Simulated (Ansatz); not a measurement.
Zr3S2: a film clamped to a substrate

These are results of DFT PBE, scalar-relativistic, plane waves, PAW in Ansatz 0.2.0, not measurements. Settings: plane waves to 420 eV, k-mesh 12×12×12 (Γ-centred), Gaussian smearing 0.15 eV. No spin polarisation. Energies are free energies at this smearing, counted from the undisturbed cell; pressure is positive in compression.

Reference structure (relaxed at this level; it needn't be the usual structure):

```
CELL_PARAMETERS angstrom
2.89521 1.67155 3.48037
-2.89521 1.67155 3.48037
0.00000 -3.34310 3.48037
ATOMIC_POSITIONS crystal
Zr 0.16211 0.83789 0.50000
Zr 0.50000 0.16211 0.83789
Zr 0.83789 0.50000 0.16211
S 0.33478 0.33478 0.33478
S 0.66522 0.66522 0.66522
```

The cell (5 atoms, V0 = 101.06 Å³) is strained by p along both x and y and by q along z, fractional coordinates fixed. τp = (1/V0) ∂E/∂p = (σxx + σyy)(1 + p)(1 + q) and τq = (1/V0) ∂E/∂q = σzz(1 + p)², with tension positive.

| p | q | ΔE (meV/atom) | τp (GPa) | τq (GPa) |
| --- | --- | --- | --- | --- |
| 0.000 | 0.000 | 0.00 | 0.00 | 0.02 |
| -0.050 | 0.000 | 93.97 | -31.57 | -10.16 |
| 0.050 | 0.000 | 73.38 | 21.79 | 7.85 |
| 0.000 | -0.050 | 34.77 | -10.05 | -11.63 |
| 0.000 | 0.050 | 28.66 | 7.80 | 8.63 |

Task: Get the second derivatives of the energy density.

Result: Central differences give A = ∂τp/∂p = 534 GPa (C11 + C22 + 2 C12), C = ∂τq/∂q = 203 GPa (C33) and the cross term B = ∂τq/∂p = 180 GPa (C13 + C23); ∂τp/∂q = 178 GPa must equal B, and any difference shows higher-order terms. Steps this large leave an error of some per cent of A or C in all of these, which can swamp a small B. The ions are clamped.

Task: A film of this crystal grows with z along the normal on a substrate that imposes p. How does its thickness respond, and what does the misfit cost?

Result: Count p and q from the stress-free cell. A free surface needs τq = 0, so q = −(B/C) p = -0.89 p. The energy density left is (A − B²/C) p²/2 = M p², with the biaxial modulus M = 187 GPa; a misfit of 1 % costs 2.36 meV/atom, against 3.37 meV/atom if the thickness were held.

Forces appear on the atoms along this scan, and letting them relax would lower the energy and soften the response. In a metal these slopes depend on the k mesh and the smearing.

Stretching the film in its plane thins it, but by far less than constant volume would require, so a tensile misfit still expands the crystal. The geometry suggests why the coupling is strong: Zr and S planes alternate along z, joined by Zr–S bonds oblique to the film. In-plane tension lengthens these bonds, and drawing the planes together restores part of their length. This relief lowers the cost of a 1 % misfit from 3.37 to 2.36 meV/atom; most of the cost remains because thinning cannot undo the in-plane distortion.

The response is also anharmonic. Compression costs more than equal extension along both strain paths, as expected when short-range repulsion rises faster than bonding weakens on stretching. The quadratic misfit energy therefore probably understates the cost of large compressive misfits and overstates that of large tensile ones. Because the biaxial strain fixes only the sum of C11 and C12, the data don't establish whether C11 exceeds C33.
